Dear colleague,

The formula you fit to the low-$V_{ds}$ transfer curves of your bottom-gate, top-contact a-IGZO transistors treats the Mo contacts as one fixed resistor. In that geometry the resistor depends on gate voltage. For a long overlap the fit then returns half of the real series resistance, or less, and hides the rest in the mobility.

\textbf{The standard result and where the assumption enters.} Voltages are referred to the external source terminal, $I_d>0$ flows from drain to source, and primes mark internal channel terminals. With $\beta=\mu_0C_{ox}W/L$ the intrinsic law is
\begin{equation}
I_d=\frac{\beta x' V_{ds}'}{1+\theta_0x'},\qquad x'=V_{gs}'-V_t'-\frac{m}{2}V_{ds}' .
\label{eq:int}
\end{equation}
The resistors give $V_{gs}'=V_{gs}-I_dR_s$ and $V_{ds}'=V_{ds}-I_d(R_s+R_d)$. If a body or back gate is tied to the external source, the internal source sits $I_dR_s$ above it, and the linearised body effect gives $V_t'=V_t+(m-1)I_dR_s$. With $x=V_{gs}-V_t-mV_{ds}/2$,
\begin{equation}
x'=x+\frac{m}{2}I_d(R_d-R_s).
\end{equation}
Your single-gate film has no body terminal, its charge depends only on gate minus local channel potential, and $m=1$. For $R_s=R_d=R_{sd}/2$ we have $x'=x$, Eq.~\eqref{eq:int} is linear in $I_d$, and
\begin{equation}
I_d=\frac{\beta xV_{ds}}{1+\theta_0x+\beta R_{sd}x}.
\label{eq:std}
\end{equation}
At each single bias this holds whether or not $R_{sd}$ depends on the gate. The assumption enters at the next step, where the denominator is read as $1+\theta x$ with a constant $\theta=\theta_0+\beta R_{sd}$. It is clearest in terms of the sheet resistance $R_{sh}=(1+\theta_0x)/(\mu_0C_{ox}x)$:
\begin{equation}
\frac{V_{ds}}{I_d}W=R_{sh}L+R_{sd}W .
\label{eq:tot}
\end{equation}
A gate sweep changes $R_{sh}$. The fit credits whatever scales with $R_{sh}$ to the channel and whatever stays constant to the contacts.

\textbf{The contact as a transmission line.} The gate runs under each Mo electrode over a length $L_{ov}$, so the accumulation layer continues there, and current leaves it upward through the film and the interface. I lump that vertical path into a specific resistivity $\rho_c$ ($\Omega$\,cm$^2$), taken for now as ohmic and gate independent, and give the layer under the metal the same $R_{sh}$ as the channel. Let $y$ run from the channel edge ($y=0$) under the source, let $v(y)$ be the potential of the layer relative to the metal and $I(y)$ the lateral current:
\begin{equation}
\frac{dv}{dy}=-\frac{R_{sh}}{W}I,\qquad \frac{dI}{dy}=-\frac{W}{\rho_c}v,\qquad I(L_{ov})=0 .
\end{equation}
Then $v''=v/L_T^2$ with the transfer length $L_T=\sqrt{\rho_c/R_{sh}}$, and $v=v(0)\cosh[(L_{ov}-y)/L_T]/\cosh u$ with $u=L_{ov}/L_T$. The edge current is $I(0)=Wv(0)\tanh u/(R_{sh}L_T)$. The drain gives the same with signs reversed, so
\begin{equation}
R_{sd}W=2R_{sh}L_T\coth u=\frac{2\rho_c}{L_{ov}}\,u\coth u,\qquad u^2=\frac{L_{ov}^2R_{sh}}{\rho_c}.
\label{eq:tlm}
\end{equation}
The constant resistor is the limit $u\to0$. With $u\coth u=1+u^2/3-u^4/45+\dots$,
\begin{equation}
R_{sd}W=\frac{2\rho_c}{L_{ov}}+\frac{2L_{ov}}{3}R_{sh}-\dots
\label{eq:short}
\end{equation}
The leading correction is proportional to $R_{sh}$, so in Eq.~\eqref{eq:tot} it lengthens the channel by $2L_{ov}/3$. This series serves only for $u$ below about one.

\textbf{First correction at any overlap.} Expand $R_{sd}$ in $R_{sh}$ about the bias $x_0$ at the centre of the fit. The zeroth-order term is the constant resistor. Keeping the first-order term,
\begin{equation}
R_{sd}W\simeq R_aW+\Delta L\,R_{sh},\qquad \Delta L=\left.\frac{d(R_{sd}W)}{dR_{sh}}\right|_{x_0},\qquad R_aW=\left(R_{sd}W-\Delta L\,R_{sh}\right)_{x_0}.
\end{equation}
Use $du/dR_{sh}=u/(2R_{sh})$ and $\rho_c u/(L_{ov}R_{sh})=L_T$ in Eq.~\eqref{eq:tlm}:
\begin{equation}
\Delta L=L_T\left(\coth u-\frac{u}{\sinh^2u}\right),\qquad
\frac{R_a}{R_{sd}}=\frac12\left(1+\frac{2u}{\sinh 2u}\right).
\label{eq:main}
\end{equation}
Inserting the linearised form in Eq.~\eqref{eq:tot} restores the shape of Eq.~\eqref{eq:std} with changed constants:
\begin{equation}
I_d\simeq\frac{\beta_axV_{ds}}{1+\theta_0x+\beta_aR_ax},\qquad \beta_a=\frac{\mu_0C_{ox}W}{L+\Delta L}.
\label{eq:corr}
\end{equation}
So the fit stays good while its parameters change meaning, which is why the residuals give little warning. For $u\to0$, $\Delta L\to2L_{ov}/3$ and $R_a\to R_{sd}$, as in Eq.~\eqref{eq:short}. For $u\gg1$, $R_{sd}W=2\sqrt{\rho_cR_{sh}}$, $\Delta L=L_T$ and $R_a=R_{sd}/2$, whatever the value of $\rho_c$. Equation~\eqref{eq:main} is written in $R_{sh}$ and does not depend on the mobility law.

\textbf{A scale for $\rho_c$.} The measured work function of polycrystalline bcc Mo is 4.39 eV (temperature not stated; as listed by Richard Tran 2019). With a typical a-IGZO electron affinity of about 4.16 eV, ideal alignment gives a barrier $\Phi_B=0.23$ V. For a typical $m^*\approx0.34\,m_e$ the Richardson constant is $A^*=4\pi qm^*k^2/h^3=41$ A\,cm$^{-2}$K$^{-2}$, and thermionic emission at 300 K gives
\begin{equation}
\rho_c^{TE}=\frac{k}{qA^*T}\,e^{q\Phi_B/kT}=5\times10^{-5}\ \Omega\,\mathrm{cm}^2 .
\end{equation}
Electrons must also cross the film. For a typical $\mu_0\approx10$ cm$^2$/Vs and thickness $t=50$ nm, the drift velocity in a field of order $\Phi_B/t$ is $v_D=4.6\times10^5$ cm/s, against the emission velocity $v_R=\sqrt{kT/2\pi m^*}=4.6\times10^6$ cm/s. The two steps in series multiply $\rho_c^{TE}$ by $1+v_R/v_D=11$, giving about $6\times10^{-4}$ $\Omega$\,cm$^2$. This is a scale only. A sputtered Mo/IGZO interface with oxygen exchange need not follow ideal alignment, and 60 meV in the barrier is a factor of ten in $\rho_c$. I adopt $\rho_c=5\times10^{-4}$ $\Omega$\,cm$^2$ as a round input.

\textbf{Size of the correction.} Take 100 nm of SiO$_2$ (relative permittivity about 3.9, so $C_{ox}=34.5$ nF/cm$^2$), $W=50$ $\mu$m, $L=5$ $\mu$m, $\theta_0=0$ and $x_0=10$ V. Then $\beta=3.45$ $\mu$A/V$^2$, $R_{sh}=290$ k$\Omega$/sq, the channel resistance is 29.0 k$\Omega$ and $L_T=0.416$ $\mu$m. Third figures are there to let you follow the arithmetic, since $\rho_c$ does not support them. $L_T$ is 8 film thicknesses, enough for the one-dimensional line.

\begin{center}
\begin{tabular}{ccccc}
$L_{ov}$ ($\mu$m) & $u$ & $R_{sd}W$ ($\Omega$\,cm) & $\Delta L$ ($\mu$m) & $R_a/R_{sd}$\\ \hline
0.2 & 0.48 & 54 & 0.13 & 0.93\\
0.5 & 1.2 & 29 & 0.28 & 0.72\\
1 & 2.4 & 24 & 0.39 & 0.54\\
5 & 12 & 24 & 0.42 & 0.50
\end{tabular}
\end{center}

An overlap of a micrometre or more is in the long limit. For $L_{ov}=5$ $\mu$m the lumped value $2\rho_c/L_{ov}$ is only 2.0 $\Omega$\,cm, because most of the metal carries no current. Define $b=L_T/L$, which scales as $\sqrt{x}$ and equals 0.083 at $x_0$. Equations~\eqref{eq:tot} and \eqref{eq:tlm} give
\begin{equation}
I_d=\frac{\beta xV_{ds}}{1+2b}.
\label{eq:long}
\end{equation}
The real $R_{sd}$ at 10 V is 4.8 k$\Omega$, so $\beta R_{sd}=0.017$ V$^{-1}$. A local fit with the correct $V_t$ returns $R_a=2.4$ k$\Omega$, $\theta=\beta_aR_a=b/[(1+b)x_0]=0.0077$ V$^{-1}$ and a mobility $\mu_0/(1+b)=9.2$ cm$^2$/Vs, which is 7.7\% low. With $\rho_c$ ten times smaller, $L_T=0.13$ $\mu$m and the mobility is 2.6\% low, while the factor one half is unchanged.

For the current itself, freeze $R_{sd}$ at its 10 V value and keep the true $\beta$. Equation~\eqref{eq:std} is then 3.2\% above Eq.~\eqref{eq:long} at $x=5$ V and 7.3\% below it at 20 V. Equation~\eqref{eq:corr} is 0.6\% and 1.1\% below at the same points.

\textbf{The second-order term matters once $V_t$ is fitted too.} In Ghibaudo's method one forms $Y=I_d/\sqrt{g_m}$, with $g_m=\partial I_d/\partial V_{gs}$. For constant $\theta$ it equals $\sqrt{\beta V_{ds}}\,x$, a straight line whose slope gives $\beta$ and whose zero gives $V_t$. From Eq.~\eqref{eq:long} and $db/dx=b/2x$, $g_m=\beta V_{ds}(1+b)/(1+2b)^2$, hence
\begin{equation}
Y=\sqrt{\beta V_{ds}}\,\frac{x}{\sqrt{1+b}},\qquad \frac{d\ln Y}{d\ln x}=\frac{4+3b}{4(1+b)} .
\end{equation}
The tangent at $x_0$ crosses zero at $x=-\delta$, its squared slope defines $\beta_Y$, and $R_Y$ is what remains of $V_{ds}/I_d$ after subtracting $1/[\beta_Y(x_0+\delta)]$:
\begin{equation}
\delta=\frac{b\,x_0}{4+3b},\qquad \frac{\beta_Y}{\beta}=\frac{(4+3b)^2}{16(1+b)^3},\qquad \frac{R_Y}{R_{sd}}=\frac{3+2b}{8+6b}.
\end{equation}
For our device the threshold comes out 0.20 V too low, the mobility 8.9 cm$^2$/Vs and the resistance 0.37 of its real value, 1.8 k$\Omega$. The ratio tends to $3/8$ for long channels. Whether you get one half or three eighths depends on how many parameters float.

\textbf{What I neglected, and its size.}

(i) Unequal contacts at finite $V_{ds}$. The overdrive is larger under the source than under the drain, so $R_s<R_d$. In a geometrically symmetric device, exchanging source and drain leaves $x$ fixed and reverses $I_d$, so $I_d/V_{ds}$ is even in $V_{ds}$ at fixed $x$. The relative change is at most of order $(V_{ds}/x)^2=10^{-4}$ for $V_{ds}=0.1$ V.

(ii) Rectification. Let the vertical current density follow an ideal diode law $(kT/q\rho_c)(e^{\phi}-1)$, with $\phi$ the forward bias in units of $kT/q$. Then $\phi''=(e^\phi-1)/L_T^2$, and for a long contact the first integral gives $i^2=2(e^{\phi_0}-1-\phi_0)$, where $\phi_0$ is the edge value and $i=qI_dR_{sd}/2kT$ is positive at the drain and negative at the source. Inverting, $\phi_0=i-i^2/6+i^3/36$. The even term cancels between the two contacts and the total drop is $2i(1+i^2/36)$. At $V_{ds}=0.1$ V each contact takes $V_{ds}b/(1+2b)=7.1$ mV, so $i=0.28$ and $R_{sd}$ grows by a fraction 0.002.

(iii) Threshold under the metal. Mo fixes the back-surface potential, and part of the gate charge ends on the metal instead of on electrons. With a back field of order $\Phi_B/t$ and an approximate film permittivity $\epsilon_s\approx10\epsilon_0$, the shift is of order $\Delta V=\epsilon_s\Phi_B/(tC_{ox})=1.2$ V. For $\theta_0=0$ and any $R_{sd}(x)$ with local exponent $n=-d\ln R_{sd}/d\ln x$, linearising in $R_{sh}\propto1/x$ gives $R_a/R_{sd}=1-n$. With $R_{sd}\propto(x-\Delta V)^{-1/2}$, $n=x/[2(x-\Delta V)]=0.57$, so the ratio falls from 0.50 to 0.43 and $R_{sd}$ rises by 7\%.

(iv) Gate dependence of $\rho_c$. If $\rho_c\propto x^{-p}$, then $n=(1+p)/2$ and $R_a/R_{sd}=(1-p)/2$. I cannot fix $p$ without your interface. Any $p>0$ lowers the ratio further, and at $p=1$ the contacts vanish from $\theta$ and act purely as extra length $2L_T$. Conversely, a heavily doped interfacial layer or an ungated access region adds a part with $n\approx0$ and raises the ratio.

(v) The intrinsic mobility law. In a-IGZO the field-effect mobility commonly rises with overdrive as tail states fill. For $\mu\propto x^\gamma$, linearising $R_{sh}\propto x^{-(1+\gamma)}$ in $1/x$ gives a local $\theta_0=-\gamma/[(1+\gamma)x_0]$. An illustrative $\gamma=0.1$ yields $-0.009$ V$^{-1}$, as large as the contact term of 0.0077 V$^{-1}$ and opposite in sign. A single device therefore cannot deliver $R_{sd}$ from $\theta$, and a fitted $\theta$ near zero does not show that the contacts are good.

\textbf{What to measure.} Use several channel lengths with identical contacts and plot $V_{ds}W/I_d$ against $L$ at fixed $x$. By Eq.~\eqref{eq:tot} each line has slope $R_{sh}$ and intercept $R_{sd}W$ at $L=0$, with no assumption about gate dependence or mobility, provided $L$ is the true edge-to-edge spacing. Lines for neighbouring gate voltages cross where the total is stationary in $R_{sh}$, that is at $L=-\Delta L$ and height $R_aW$. The crossing point therefore reproduces Eq.~\eqref{eq:main}, and it drifts with bias as $L_T$ does. Then plot the squared intercept against the slope. For long overlaps and constant $\rho_c$, $(R_{sd}W)^2=4\rho_cR_{sh}$ is a straight line through the origin, and curvature or an offset points to items (iii) and (iv).